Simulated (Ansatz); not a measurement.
Al: energy change per atom and pressure against volume scale

Plane-wave DFT, scalar-relativistic PAW made under PBE with cores redone for the functional, no dispersion; the given relaxed cell is scaled uniformly, energy at zero smearing counts from the unscaled cell, pressure at the given Fermi-Dirac smearing is positive in compression. The results are calculated, by Ansatz 0.2.0.

The cell before it is scaled or strained (space group P6_3/mmc, No. 194):
```
Al
1.0
      2.8397     0.0000     0.0000
     -1.4199     2.4593     0.0000
      0.0000     0.0000     4.5841
Al
2
Direct
  0.33333 0.66667 0.25000
  0.66667 0.33333 0.75000
```

Settings of every row: spin polarised no; functional r2SCAN; wave cutoff 500 eV; smearing width 0.1 eV; k mesh 14x14x8.

Atom starting moment: 0 on all atoms.

Limits: the cell comes from a prototype or a list of computed structures and needn't be the stable phase.

```csv
row,volume scale,V (Å³/atom),energy change per atom (meV),pressure (GPa)
1,0.88,14.086,79.88,14.98
2,0.92,14.726,32.65,8.9
3,0.96,15.367,7.43,3.98
4,1.04,16.647,6.9,-3.2
5,1.08,17.287,25.3,-5.76
6,1.12,17.928,?,?
```

Question: what energy change per atom and pressure should row 6 give?

Worked fit of energy change per atom. Take u = (V_r/V)^(2/3) − 1 with V_r = 15.367 Å³ an atom, which is twice the finite (Eulerian) strain; such expansions in the strain, on which the Birch-Murnaghan equation of state is built, carry the rest volume and the bulk modulus. The shown rows have u = 0.05974, 0.02881, 0, -0.05194, -0.07549. Least squares give energy change per atom = 7.445 + 570.9 × u + 10717.3 × u² meV; a straight line predicts inner rows, each left out in turn, worse (root mean square 22 against 0.22 meV). The rows lie off it by 0.08, -0.14, -0.02, 0.19, -0.12 (root mean square 0.12 meV). The withheld row has u = -0.09766, so the fit gives 7.445 + 570.9 × (-0.09766) + 10717.3 × (-0.09766)² = 53.91 meV.

The calculation gave 52.86 meV. The fit lies 1.05 meV (2 % of the value, 1.4 % of the column's range) above it; its largest miss of a shown row is 0.19 meV. This row lies beyond the range of the fit.

Worked fit of pressure. Take u = (V_r/V)^(2/3) − 1 with V_r = 15.367 Å³ an atom, which is twice the finite (Eulerian) strain; such expansions in the strain, on which the Birch-Murnaghan equation of state is built, carry the rest volume and the bulk modulus. The shown rows have u = 0.05974, 0.02881, 0, -0.05194, -0.07549. Least squares give pressure = 3.977 + 159.66 × u + 408.1 × u² GPa; a straight line predicts inner rows, each left out in turn, worse (root mean square 0.84 against 0.021 GPa). The rows lie off it by 0.01, -0.02, 0.00, 0.01, -0.01. The pressure vanishes at u = -0.0267, or V = 16 Å³ an atom, and there the bulk modulus at fixed shape and fractions is B = −V dP/dV = (2/3)(1 + u) dP/du = 89.4 GPa. Letting shape and atoms relax would as a rule lower it, by much in layered, chain or molecular crystals. The withheld row has u = -0.09766, so the fit gives 3.977 + 159.66 × (-0.09766) + 408.1 × (-0.09766)² = -7.72 GPa.

The calculation gave -7.81 GPa. The fit lies 0.09 GPa (1.2 % of the value, 0.39 % of the column's range) above it; its largest miss of a shown row is 0.02 GPa. This row lies beyond the range of the fit.
